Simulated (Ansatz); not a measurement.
PH (SMILES [PH]): the energy, rung by rung

PH has 2 atoms, charge 0, and is taken as a triplet. SMILES: `[PH]`. The coordinates come from a PBE0-D4/def2-TZVP relaxation.

```xyz
2

P     0.0000    0.0000   -0.0146
H     0.0000    0.0000    1.4137
```

Each level gives the energy change with the P1–H2 bond stretched from 1.428 to 2.798 Å (eV). The values are calculated.

```csv
level,kind,program,value (eV),less FCI/cc-pVDZ,CPU time (all runs)
UHF/cc-pVDZ,Hartree–Fock,Ansatz,2.07,-0.52,0.42 s
U-revPBE/cc-pVDZ,GGA,Ansatz,2.85,+0.26,2.1 s
UBHLYP/cc-pVDZ,global hybrid,Ansatz,2.92,+0.33,2.1 s
U-wB97M-V/cc-pVDZ,range-separated hybrid,Ansatz,3.00,+0.41,18 s
UB2PLYP/cc-pVDZ,double hybrid,Ansatz,2.85,+0.26,2.4 s
RPA@PBE/cc-pVDZ,RPA,Ansatz,2.86,+0.27,3.1 s
UCCSD/cc-pVDZ,coupled cluster or CI,Ansatz,2.64,+0.05,0.82 s
UCCSDT(Q)/cc-pVDZ,coupled cluster or CI,Ansatz,2.59,0.00,3.5 s
FCI/3-21G,exact in the basis,Ansatz,2.02,-0.57,1 s
FCI/cc-pVDZ,exact in the basis,Ansatz,2.59,0.00,2.1 s
```

FCI/cc-pVDZ is exact within its basis and frozen core, so for wave-function methods in that basis the difference is their error; functionals converge differently with the basis, so for them it is only a difference. The first shape isn't each level's own minimum. The values span 2.02 to 3.00 eV. Spin contamination of the reference (⟨S²⟩ at least 0.1 too high) touches UHF/cc-pVDZ, U-revPBE/cc-pVDZ, UBHLYP/cc-pVDZ, U-wB97M-V/cc-pVDZ, UB2PLYP/cc-pVDZ, RPA@PBE/cc-pVDZ, UCCSD/cc-pVDZ, UCCSDT(Q)/cc-pVDZ. High-level rows in very small sets aren't better than simpler rows in larger ones. CPU times are rough (shared hosts, several kinds of processor): they show what a rung costs within a factor of a few.

Stretching PH separates the bonding pair into one electron on hydrogen and one on phosphorus, so the correlation energy that the pair had at short range is largely lost. UHF lacks this contribution and puts the cost at 2.07 eV, against 2.59 eV for FCI in the same basis. UCCSD recovers most of it but ends slightly high, probably because connected triples matter more once the bond is partly broken and the spins are recoupling; UCCSDT(Q) closes the gap.

The basis matters as much as correlation: FCI in 3-21G gives only 2.02 eV, below even UHF/cc-pVDZ. Without polarisation functions, that set describes both the directional bond density and angular correlation poorly, which penalises the bonded geometry most. A larger basis would probably raise the FCI value further, towards the density functionals, so their higher values don't establish overbinding. Nor is the energy change a dissociation energy, since some P–H interaction may remain at the stretched distance.
